# How fine a mesh does this metal need?

**Question.** A metallic cell of two aluminium atoms and one copper atom is computed with ever finer k meshes, the grids on which the electron waves are sampled. The atoms stay fixed, and each result is compared with that of an 8x8x10 mesh, the reference. In the table, "energy less reference" and "pressure less reference" are signed errors against that mesh. "Largest force change" is the biggest change of any force component, so it is never negative.

Ansatz 0.2.0, scalar-relativistic DFT with PBEsol, without spin polarization, for a three-atom Al₂Cu cell with fixed atoms. All runs use plane waves and PAW, a 420 eV cutoff, Gaussian smearing of 0.1 eV and Gamma-centred k meshes; the reference mesh is 8x8x10. Energies are taken at zero smearing, and pressure is positive in compression.

| k mesh | energy less reference (meV per atom) | pressure less reference (GPa) | largest force change (eV/Å) | pressure (GPa) |
| --- | --- | --- | --- | --- |
| 1x1x1 | -102.84 | 1.181 | 0.648 | 3.125 |
| 2x2x2 | -118.20 | -2.587 | 0.257 | -0.643 |
| 2x2x4 | 155.99 | 2.763 | 0.121 | 4.707 |
| 4x4x4 | 63.43 | 0.361 | 0.183 | 2.305 |
| 4x4x6 | ? | ? | ? | ? |
| 6x6x8 | ? | ? | ? | ? |

From the four computed rows and the physics of metals, predict the three errors for 4x4x6 and 6x6x8, each with an honest range. Which quantity should settle fastest?

## Model answer

None of the four computed meshes is good enough to trust, and the errors don't shrink in step. The 2x2x4 mesh has the smallest force change, yet the worst energy and the worst pressure. The 2x2x2 mesh puts the cell under slight tension, although the reference finds it compressed at 1.94 GPa. (Absolute pressures may carry a further error, common to all rows, because PBEsol ran on PAW datasets made for PBE.) Drawing a smooth curve through such numbers would be pointless; a reason for their size is needed.

That reason lies in how a grid averages. With N divisions along a cell edge, the grid can't tell a constant from a ripple in the energy of the occupied states that belongs to a distance of N times that edge. Such ripples are wrongly counted as part of the average. The shortest of these repeat lengths, L, usually does the most harm, because ripples fade with distance.

In a metal they fade slowly. The occupation of the bands drops sharply at the Fermi surface, and a sharp edge contains ripples of every length. The smearing of 0.1 eV hardly blunts it: for free electrons it would damp the ripples only over some 120 Å, far beyond any L here. As L grows, each ripple also swings between positive and negative, which is why the sign of an error is so hard to foresee.

Theory gives the rate of fading:

- For a curved Fermi surface, the jump in occupation gives ripples that fall as 1/L².
- The band energy measured from the Fermi level is zero at the jump, so it has only a kink there. The energy error gains one power and falls as 1/L³.
- Pressure and forces measure how the energy responds when the cell or an atom is moved. Where this changes the shape of the Fermi surface, it shifts the phase of the ripple and costs one power, so their errors are expected to fall as 1/L². (In a free-electron gas a uniform squeeze leaves the phase alone, and the pressure error would keep the 1/L³ of the energy.)

Energy should therefore settle fastest. The sizes are set by the 2x2x4 and 4x4x4 rows together. The two coarsest meshes are left out because their L is less than two free-electron Fermi wavelengths, too short for these laws to be trusted. That limit is a choice, and 2x2x4 only just passes it.

Take the energy at 4x4x6 as the worked case. The third division runs along the short edge of 2.91 Å, which keeps the repeats fairly even. The shortest repeat is then 4 × 4.09 Å, or about 16 Å. It is twice that of 2x2x4, whose error of 156 meV per atom shrinks eightfold to about 20. The 4x4x4 error, carried down in the same way, gives about 23, and the root mean square of the two is 21 meV per atom.

Since the signs can't be foreseen, the best forecast for the energy and pressure errors is zero, with the typical size as the range:

- **4x4x6:** energy 0 ± 21 meV per atom, pressure 0 ± 0.5 GPa, force change 0.07 eV/Å, within a factor of two.
- **6x6x8:** energy 0 ± 7 meV per atom, pressure 0 ± 0.25 GPa, force change 0.034 eV/Å, within a factor of two.

Energy and forces should already be better at 4x4x6 than at 4x4x4. For pressure this is uncertain, because 4x4x4 is already close through cancellation: its stresses along the three axes are off by +2.94, +2.64 and −4.49 GPa, which nearly vanish in the mean. The ranges are typical sizes and not bounds, so one miss in three would be no surprise. They also leave out the mesh error of the reference itself.

The withheld rows as computed:

| k mesh | energy less reference (meV per atom) | pressure less reference (GPa) | largest force change (eV/Å) | pressure (GPa) |
| --- | --- | --- | --- | --- |
| 4x4x6 | 4.00 | -0.087 | 0.029 | 1.857 |
| 6x6x8 | 1.41 | 0.183 | 0.034 | 2.127 |

## Remarks on the reasoning

Five of the six forecasts hold. The miss is the force change at 4x4x6: the computed 0.029 eV/Å lies just below the range and is less than half the forecast. The law gives only a typical size, and a swinging ripple can happen to be near zero at one mesh; a single row can't show whether that is the cause. At 6x6x8 the force forecast agrees almost exactly, which is better than a range of a factor of two entitles it to. Energy did settle fastest: from 4x4x4 to 6x6x8 its error fell to about 2 percent of its size, the force change to 19 percent and the pressure error to 51 percent. The full comparison is in the output below.

The energy fits the idea of a shortest repeat, but doesn't prove it. From 4x4x4 to 4x4x6 only the third division changes, yet the error drops from 63 to 4 meV per atom. That division runs along the short edge, so the drop agrees with the short edge having held the 4x4x4 mesh back. The stresses point the same way: at 4x4x4 the largest error lies along the short edge, with smaller errors of the opposite sign along the long ones. This is the pattern expected of nearly free electrons when the repeat along one edge dominates, because stretching that edge shifts the phase of its ripple, while an even squeeze hardly does. The size of the drop is less clear: the 1/L³ law accounts for only a roughly threefold drop, and the rest may be a lucky phase of the ripples. What matters is the number of divisions times the edge, so a short edge needs more divisions than a long one.

Both energy errors fill only about a fifth of their ranges. The ranges may be too generous, or the remaining ripples may happen to cancel; two rows can't decide, and no bands are at hand to show which electrons are responsible. Nor do the hits prove the powers of L, since a wide range around zero would also admit other laws.

Pressure is the quantity to watch. Its error changes sign and grows in size, from −0.09 GPa at 4x4x6 to +0.18 GPa at 6x6x8, while the energy error keeps shrinking and the force change rises only slightly. In a free-electron gas the errors of pressure and energy would be tied together, with a pressure error of two thirds of the energy error per volume. That rule comes close at 4x4x4, but at 6x6x8 it gives only 0.01 GPa. In this cell a settled energy is no sign of a settled pressure.

Part of that last pressure error may belong to the reference. The same 1/L² law gives the 8x8x10 mesh a typical error of its own of about 0.16 GPa, nearly as large as the difference to be explained. For the energy the corresponding estimate is about 4 meV per atom, so the 1.4 found at 6x6x8 shows agreement between two meshes, not accuracy to that level. Only a mesh finer than the reference could separate the two errors.

For practical work, the convergence test has to be made on the quantity that will be used. Someone who needs the stress in this cell would be misled by the energy column, and even by the pressure. At 6x6x8 the three stresses along the axes differ from the reference by +1.09, +0.74 and −1.28 GPa, and these errors largely cancel in their mean, the pressure. Someone who looked only at forces would have picked 2x2x4 from the first four rows. The numbers themselves belong to this cell, whose atoms were shifted at random and whose closest aluminium–copper contact is a short 2.25 Å. It is not the familiar theta phase of Al₂Cu, for which the test would have to be repeated.

The analysis program printed:

```
Energy error in meV per atom with forecast zero so that the computed error is the miss:
    row  shortest repeat in angstrom  forecast range plus or minus  computed error  miss over range
  1x1x1                        2.909                          3772          -102.8          0.02726
  2x2x2                        5.817                         471.5          -118.2           0.2507
  2x2x4                        8.173                           170             156           0.9176
  4x4x4                        11.63                         58.94           63.43            1.076
  4x4x6                        16.35                         21.25               4           0.1882
  6x6x8                        23.27                         7.368            1.41           0.1914
Pressure error in GPa with forecast zero so that the computed error is the miss:
    row  forecast range plus or minus  computed error  miss over range  free-electron partner of energy error
  1x1x1                         15.96           1.181            0.074                                 -0.676
  2x2x2                          3.99          -2.587           0.6484                                -0.7769
  2x2x4                         2.021           2.763            1.367                                  1.025
  4x4x4                        0.9975           0.361           0.3619                                 0.4169
  4x4x6                        0.5053          -0.087           0.1722                                0.02629
  6x6x8                        0.2494           0.183           0.7339                               0.009268
Largest force change in eV per angstrom:
    row  forecast  range from  range to  computed  forecast less computed
  1x1x1     2.178       1.089     4.356     0.648                    1.53
  2x2x2    0.5445      0.2722     1.089     0.257                  0.2875
  2x2x4    0.2758      0.1379    0.5516     0.121                  0.1548
  4x4x4    0.1361     0.06806    0.2722     0.183                -0.04688
  4x4x6   0.06895     0.03447    0.1379     0.029                 0.03995
  6x6x8   0.03403     0.01701   0.06806     0.034               2.903e-05
Free-electron Fermi wavelength in angstrom: 3.879
Free-electron damping length of the 0.1 eV smearing in angstrom: 123.4
Pressure at the reference mesh in GPa: 1.944
Estimated own energy error of the reference mesh in meV per atom: 3.772
Estimated own pressure error of the reference mesh in GPa: 0.1596
Energy change from 2x2x2 to 2x2x4 in meV per atom: 274.2
Energy change from 2x2x4 to 4x4x4 in meV per atom: -92.56
Size of energy error at 6x6x8 as percent of that at 4x4x4: 2.223
Size of pressure error at 6x6x8 as percent of that at 4x4x4: 50.69
Force change at 6x6x8 as percent of that at 4x4x4: 18.58
```
